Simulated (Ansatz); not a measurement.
# Cu: pressure and energy change per atom against volume scale

All results are calculated (Ansatz 0.2.0). Plane-wave DFT, scalar-relativistic PAW made under PBE with cores redone for the functional, no dispersion; the given relaxed cell is scaled uniformly, energy at zero smearing counts from the unscaled cell, pressure at the given Fermi-Dirac smearing is positive in compression.

The cell before it is scaled or strained (space group P6_3/mmc, No. 194):
```
Cu
1.0
      2.5288     0.0000     0.0000
     -1.2644     2.1900     0.0000
      0.0000     0.0000     4.1387
Cu
2
Direct
  0.33333 0.66667 0.25000
  0.66667 0.33333 0.75000
```

Settings of every row: spin polarised no; functional r2SCAN; wave cutoff 500 eV; smearing width 0.1 eV; k mesh 16x16x9.

Atom starting moment: 0 on all atoms.

Limits: the cell comes from a prototype or a list of computed structures and needn't be the stable phase.

| row | volume scale | V (Å³/atom) | pressure (GPa) | energy change per atom (meV) |
| --- | --- | --- | --- | --- |
| 1 | 0.88 | 10.085 | 28.36 | 106.4 |
| 2 | 0.92 | 10.543 | 16.51 | 42.98 |
| 3 | 0.96 | 11.002 | 7.21 | 9.67 |
| 4 | 1.04 | 11.919 | ? | ? |
| 5 | 1.08 | 12.377 | -10.27 | 32.21 |
| 6 | 1.12 | 12.835 | -13.75 | 66.86 |

Question: what pressure and energy change per atom should row 4 give?

Worked fit of pressure. Take u = (V_r/V)^(2/3) − 1 with V_r = 11.002 Å³ an atom, which is twice the finite (Eulerian) strain; such expansions in the strain, on which the Birch-Murnaghan equation of state is built, carry the rest volume and the bulk modulus. The shown rows have u = 0.05973, 0.02882, 0, -0.07551, -0.09763. Least squares give pressure = 7.217 + 300.15 × u + 884.5 × u² GPa; a straight line predicts inner rows, each left out in turn, worse (root mean square 2.3 against 0.16 GPa). The rows lie off it by 0.06, -0.09, -0.01, 0.13, -0.09 (root mean square 0.086 GPa). The withheld row has u = -0.05197, so the fit gives 7.217 + 300.15 × (-0.05197) + 884.5 × (-0.05197)² = -5.99 GPa.

The calculation gave -5.8 GPa. The fit lies 0.19 GPa (3.3 % of the value, 0.45 % of the column's range) below it; its largest miss of a shown row is 0.13 GPa.

Worked fit of energy change per atom. Take u = (V_r/V)^(2/3) − 1 with V_r = 11.002 Å³ an atom, which is twice the finite (Eulerian) strain; such expansions in the strain, on which the Birch-Murnaghan equation of state is built, carry the rest volume and the bulk modulus. The shown rows have u = 0.05973, 0.02882, 0, -0.07551, -0.09763. Least squares give energy change per atom = 9.751 + 774.06 × u + 13999.9 × u² meV; a straight line predicts inner rows, each left out in turn, worse (root mean square 37 against 1.2 meV). The rows lie off it by 0.47, -0.71, -0.08, 1.08, -0.76 (root mean square 0.7 meV). The withheld row has u = -0.05197, so the fit gives 9.751 + 774.06 × (-0.05197) + 13999.9 × (-0.05197)² = 7.34 meV.

The calculation gave 8.86 meV. The fit lies 1.52 meV (17 % of the value, 1.6 % of the column's range) below it; its largest miss of a shown row is 1.08 meV.
